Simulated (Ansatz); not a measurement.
Level of theory: Ansatz 0.2.0, DFT PBE, scalar-relativistic, plane waves, PAW. Settings: cutoff 420 eV, Γ-centred meshes spaced at most about 0.3 Å⁻¹, and about 0.25 Å⁻¹ or finer for metals (2π included), Gaussian smearing. No spin polarisation in the final relaxations.

Temperature and zero-point effects are left out.

Two relaxed structures of Ge₂P:

A.

```yaml
crystal:
  lattice:
    - [3.51612, 0.00000, 0.00000]
    - [-1.75806, 3.04505, 0.00000]
    - [0.00000, 0.00000, 11.99698]
  atoms:
    - { symbol: Ge, position: [0.00000, 0.00000, 0.37972] }
    - { symbol: Ge, position: [0.00000, 0.00000, 0.12028] }
    - { symbol: Ge, position: [0.00000, 0.00000, 0.87972] }
    - { symbol: Ge, position: [0.00000, 0.00000, 0.62028] }
    - { symbol: P, position: [0.66667, 0.33333, 0.25000] }
    - { symbol: P, position: [0.33333, 0.66667, 0.75000] }
```

B.

```yaml
crystal:
  lattice:
    - [5.06851, 0.00000, 0.00000]
    - [0.00000, 5.06851, 0.00000]
    - [0.00000, 0.00000, 2.55371]
  atoms:
    - { symbol: Ge, position: [0.00000, 0.50000, 0.00000] }
    - { symbol: Ge, position: [0.50000, 0.00000, 0.00000] }
    - { symbol: P, position: [0.00000, 0.00000, 0.00000] }
```

Problem. Which is lower in energy, and by how much?

Solution. A is lower, by 160 meV/atom. A has space group P6_3/mmc (No. 194), 21.4 Å³/atom and no gap on its mesh; B has space group P4/mmm (No. 123), 21.9 Å³/atom and no gap. Counting P atoms around Ge (those within 1.25 times the shortest such distance or 1.15 times the sum of covalent radii, 1.27 where that leaves under three), A has Ge 3 and B has Ge 2. B holds Ge–Ge chains (shortest 2.55 Å); in A the shortest Ge–Ge distance is 2.89 Å, near bonding range too. Even the lower one lies +0.29 eV/atom against the reference forms of the elements (uncorrected), so neither is stable at this level. In A, Ge has 3 P at 2.56 Å, 1 Ge at 2.89 Å and 1 Ge at 3.11 Å; P has 6 Ge at 2.56 Å. In B, Ge has 2 P at 2.53 Å and 2 Ge at 2.55 Å; P is surrounded by 4 Ge at 2.53 Å and 2 P at 2.55 Å. Both come from invented guesses. A third cell relaxed alike, in P6_3/mmc, lies 86 meV/atom below the lower of the two.

In P4/mmm an odd number of electrons in the primitive cell allows no gap without spin; a larger cell or a magnetic state could open one. A magnetic state wasn't ruled out in cells without spin, among them P4/mmm. Cells relaxed within their symmetry can be saddle points.

The preference for A probably reflects its greater number of Ge–P contacts: each P sits in a trigonal prism of six Ge, whereas in B it has four Ge in a plane and shares the remaining contacts with other P atoms. These P–P contacts, at 2.55 Å, are well beyond a normal single bond, so they bring little of the strong homonuclear bonding found in elemental phosphorus. The Ge–P distances are stretched in both cells, as expected when few valence electrons are spread over many contacts. Ge and P also differ little in electronegativity, so there is only modest ionic stabilisation to offset the loss of the directed, saturated bonds of the elements. This suggests why both cells lie above them.

The ordering therefore ranks two unfavourable motifs and doesn't identify a ground state; the third cell is lower still, yet also remains above the elements. The evenly spaced chains in B could also be prone to a pairing distortion, which its short repeat along the chain axis excludes.
